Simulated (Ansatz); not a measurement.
## ScCu: pressure and energy above given cell against volume ratio

Results calculated with Ansatz 0.2.0, not measured. Plane-wave density functional theory, PAW datasets, Gaussian smearing 0.05 eV: equation of state, the given cell scaled in volume with shape and atoms relaxed at each volume.

The cell before it is scaled or strained (space group Pm-3m, No. 221):
```
cell vectors (Å)
   3.2106     0.0000     0.0000
   0.0000     3.2106     0.0000
   0.0000     0.0000     3.2106
atoms (fractions of the cell vectors)
Sc  0.00000  0.00000  0.00000
Cu  0.50000  0.50000  0.50000
```

Settings of every row: paw set soft_2; functional PBEsol; spin treatment none; moment partition spheres; spin axis none; wave cutoff 420 eV; k mesh 10x10x10; symmetry use detected.

Atom hubbard u: 0 on all atoms.

| row | volume ratio | V (Å³/atom) | pressure (GPa) | energy above given cell (meV per atom) |
| --- | --- | --- | --- | --- |
| 1 | 0.96 | 15.885 | 4.373 | 8.69 |
| 2 | 0.98 | 16.216 | ? | ? |
| 3 | 1 | 16.547 | -0.008 | 0 |
| 4 | 1.02 | 16.878 | -1.878 | 1.99 |
| 5 | 1.04 | 17.209 | -3.563 | 7.65 |

Question: what pressure and energy above given cell should row 2 give?

Worked fit of pressure. Take u = (V_r/V)^(2/3) − 1 with V_r = 16.712 Å³ an atom, which is twice the finite (Eulerian) strain; such expansions in the strain, on which the Birch-Murnaghan equation of state is built, carry the rest volume and the bulk modulus. The shown rows have u = 0.03441, 0.00664, -0.00657, -0.01935. Least squares give pressure = −0.9652 + 141.747 × u + 388.87 × u² GPa; a straight line predicts inner rows, each left out in turn, worse (root mean square 0.17 against 0.0033 GPa). The rows lie off it by 0.000, -0.001, 0.002, -0.001. The pressure vanishes at u = 0.0067, or V = 16.55 Å³ an atom, and there the bulk modulus with shape and atoms relaxed is B = −V dP/dV = (2/3)(1 + u) dP/du = 98.6 GPa. The withheld row has u = 0.02029, so the fit gives −0.9652 + 141.747 × (0.02029) + 388.87 × (0.02029)² = 2.071 GPa.

The calculation gave 2.068 GPa. The fit lies 0.003 GPa (0.038 % of the column's range) above it; its largest miss of a shown row is 0.002 GPa.

Worked fit of energy above given cell. Take u = (V_r/V)^(2/3) − 1 with V_r = 16.712 Å³ an atom, which is twice the finite (Eulerian) strain; such expansions in the strain, on which the Birch-Murnaghan equation of state is built, carry the rest volume and the bulk modulus. The shown rows have u = 0.03441, 0.00664, -0.00657, -0.01935. Least squares give energy above given cell = 0.507 − 150.76 × u + 11291.8 × u² meV per atom; a straight line predicts inner rows, each left out in turn, worse (root mean square 5 against 0.011 meV per atom). The rows lie off it by 0.00, 0.00, 0.01, 0.00. Its lowest point lies at u = 0.0067, or V = 16.55 Å³ an atom, and the curvature there gives the bulk modulus with shape and atoms relaxed, B = (4/9)(1 + u)² E″(u)/V = 98.5 GPa. The withheld row has u = 0.02029, so the fit gives 0.507 − 150.76 × (0.02029) + 11291.8 × (0.02029)² = 2.10 meV per atom.

The calculation gave 2.08 meV per atom. The fit lies 0.02 meV per atom (0.23 % of the column's range) above it; its largest miss of a shown row is 0.01 meV per atom.
